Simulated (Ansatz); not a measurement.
# Ligand exchange: GeH2(CH3)2 + GaH2(SH) → GeH2(CH3)(SH) + GaH2(CH3)

Species: GeH2(CH3)2, singlet; GaH2(SH), singlet; GeH2(CH3)(SH), singlet; GaH2(CH3), singlet. The partners trade CH3 for SH: Ge–CH3 and Ga–SH bonds give way to Ge–SH and Ga–CH3.

Shapes, held fixed at every level: PBE0-D4/def2-TZVP. Flexible molecules stand in one conformer, not always the lowest. Programs: Ansatz 0.2.0. Electronic energies: no zero-point or thermal term.

```
                level                    kind  ΔE (kJ/mol)  less CCSD(T)/def2-TZVPP  CPU time (sum over the molecules)
        HF/def2-TZVPP            Hartree–Fock        +54.6                     -1.2                                  –
 r2SCAN-D4/def2-TZVPP                meta-GGA        +55.8                      0.0                               36 s
  B3LYP-D4/def2-TZVPP           global hybrid        +53.1                     -2.7                               34 s
   PBE0-D4/def2-TZVPP           global hybrid        +53.3                     -2.5                               23 s
r2SCAN0-D4/def2-TZVPP           global hybrid        +55.3                     -0.5                               39 s
   wB97M-V/def2-TZVPP  range-separated hybrid        +52.6                     -3.2                               82 s
         MP2/def2-SVP     perturbation theory        +60.1                     +4.3                                  –
   CCSD(T)/def2-TZVPP   coupled cluster or CI        +55.8                      0.0                               80 s
```

The highest level, CCSD(T)/def2-TZVPP, gives ΔE = +55.8 kJ/mol; the levels span +52.6 to +60.1. The column of differences is taken from that level and isn't an error. No measured value is set beside it here. Relativity is left out for Ga, Ge. Outer-core shells of Ga, Ge are correlated in most correlated rows, in sets that cover them unevenly. Times are processor times on shared x86 and Arm servers, and rough.

The exchange is uphill at every level, by +55.8 kJ/mol with CCSD(T), so thiolate favours gallium and methyl favours germanium in these monomers. The preference probably has two sources. Gallium is the more electropositive centre, so it gains more from a polar bond to sulfur than germanium does. Three-coordinate Ga(III) also has a formally empty p orbital that can accept a sulfur lone pair, whereas tetravalent germanium has a filled octet and only weakly accepting σ* orbitals. Methyl can offer gallium little more than hyperconjugation in return. The reaction energy alone doesn't separate bond polarity from π donation.

Hartree–Fock already recovers nearly the whole energy, which suggests that the preference is largely electrostatic and orbital in origin, with correlation effects mostly cancelling between the two sides. MP2 lies highest, but its smaller basis may contribute as much as the perturbation treatment. The result doesn't carry over directly to associated gallium species, where thiolate bridges would occupy the same acceptor orbital and change the balance.
